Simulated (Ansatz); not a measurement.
Relaxed bulk Li3Pb, space group Fm-3m (No. 225):

```
Li Pb
1.0
     0.00000    3.30793    3.30793
     3.30793    0.00000    3.30793
     3.30793    3.30793    0.00000
Li Pb
3 1
Cartesian
  3.3079 3.3079 3.3079
  1.6540 1.6540 1.6540
  4.9619 4.9619 4.9619
  0.0000 0.0000 0.0000
```

Miller indices refer to the conventional cell of Fm-3m (No. 225), a = 6.616 Å, b = 6.616 Å, c = 6.616 Å, α = 90.00°, β = 90.00°, γ = 90.00°.

Consider the (110) slab of 5 planes, 9.4 Å thick with 15 Å of vacuum as cut; outer planes Li3Pb (top) and Li3Pb (bottom), all atoms relaxed.

These are results of DFT PBEsol, scalar-relativistic, plane waves, PAW (Ansatz), not measurements. Cutoff 420 eV; k points 8×5×1 on the computed 20-atom cell (Γ-centred); Gaussian smearing, width 0.10 eV; no spin polarisation. The cell repeats along c with a dipole correction in the vacuum.

Task: Give the surface energy (mean of both faces).

Result: 0.67 J/m².

Task: Estimate the work function.

Result: 3.78 eV.

Task: The top two planes lie 2.339 Å apart in the bulk. How does relaxation change this?

Result: The spacing becomes 2.292 Å (-2.0 %), and the top plane rumples by 0.406 Å.

Slabs this thin can still miss converged surface energies by a few hundredths of a J/m² and work functions by about a tenth of an eV.

Spin-orbit coupling is left out, which matters for the bands of heavy elements.

Worked out: the slab's 20 atoms lie 2.600 eV above the same atoms in the bulk. Shared over two faces of 30.95 Å² this is 42.0 meV/Å², and 1 eV/Å² is 16.02 J/m², which gives 0.67 J/m². The top plane, flat in the bulk, buckles with Li 0.16 Å above Pb.

The small contraction of the outer spacing hides a much larger rearrangement within the top plane. The full rumple exceeds the 0.16 Å offset between Li and Pb, which suggests that the Li atoms do not move as a unit. This is plausible because the tetrahedral and octahedral Li sites lose different neighbours at the cut.

Each (110) plane has the bulk composition, so charge transfer from Li to the more electronegative Pb leaves no net charge per plane and no polar instability to drive reconstruction. With three Li electrons per Pb, the Pb 6p shell stays one electron short of filling, so metallic screening accompanies the partly ionic bonding. That probably helps keep the cost of the cut modest.

The work function lies between those of elemental Li and Pb, as expected for such a compound. Li sitting outward of Pb should lower it through the surface dipole, although electron spill-out also contributes. A single orientation cannot show whether (110) dominates the equilibrium crystal shape.
